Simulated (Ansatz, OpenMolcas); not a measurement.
## How methods differ on AlGeH4Cl (SMILES [Cl][AlH][GeH3])

AlGeH4Cl has 7 atoms, charge 0, and is taken as a singlet. SMILES: `[Cl][AlH][GeH3]`. The coordinates come from a PBE0-D4/def2-TZVP relaxation.

```xyz
7

Cl   -2.4993   -1.5272   -0.1269
Al   -0.4254   -1.3147    0.1445
Ge    0.5011    0.9598   -0.0933
H     0.3795   -2.6320    0.4800
H     0.2257    1.5225   -1.4999
H    -0.1440    1.9264    0.9168
H     2.0237    0.9973    0.1331
```

Quantity: the vertical energy of the triplet above the singlet, in eV. The values are calculated.

```csv
level,kind,program,value (eV),less CCSD(T)/def2-SVP,CPU time (all runs)
HF/def2-SVP,Hartree–Fock,OpenMolcas,4.15,-0.18,22 s
BLYP/def2-SVP,GGA,Ansatz,3.85,-0.48,11 s
M06-2X/def2-SVP,hybrid meta-GGA,OpenMolcas,4.08,-0.25,1.7 min
PBE0/def2-SVP,global hybrid,Ansatz,4.01,-0.32,13 s
HSE06/def2-SVP,range-separated hybrid,Ansatz,3.99,-0.34,16 s
wB97X/def2-SVP,range-separated hybrid,Ansatz,4.38,+0.05,53 s
PBE-QIDH/def2-SVP,double hybrid,Ansatz,4.31,-0.02,17 s
"CCSD(T)/def2-SVP, open shells restricted",coupled cluster or CI,OpenMolcas,4.33,0.00,2.4 min
```

CCSD(T)/def2-SVP, open shells restricted is the highest level here, not the true value. All-electron rows without a relativistic Hamiltonian named are non-relativistic. The values span 3.85 to 4.38 eV. In the correlated wave-function rows the outer d shell of Ge is correlated, in sets not made for it. CPU times are rough (shared hosts, several kinds of processor and program).

All the methods place the triplet well above the singlet at this geometry, so the closed-shell assignment doesn't hinge on the choice of method, at least against this one competing state. The size of the gap fits a saturated, three-coordinate aluminium centre with no low-lying diradical character. The excitation probably moves an electron from the Al–Ge σ bond, the softest and least polar of the heavy-atom bonds, into the formally empty 3p orbital on aluminium, which chlorine lone-pair donation raises only modestly.

PBE-QIDH and wB97X lie closest to the coupled-cluster value, at 4.31 and 4.38 eV, while BLYP is lowest at 3.85 eV. PBE0 and HSE06 nearly coincide. Hartree–Fock also falls below coupled cluster, probably because it omits correlation that favours the singlet with its additional opposite-spin pair. More exact exchange therefore doesn't by itself guarantee a larger gap.

Because the triplet is not relaxed, these energies don't show how far Al–Ge stretching would lower it, or whether that bond would survive.
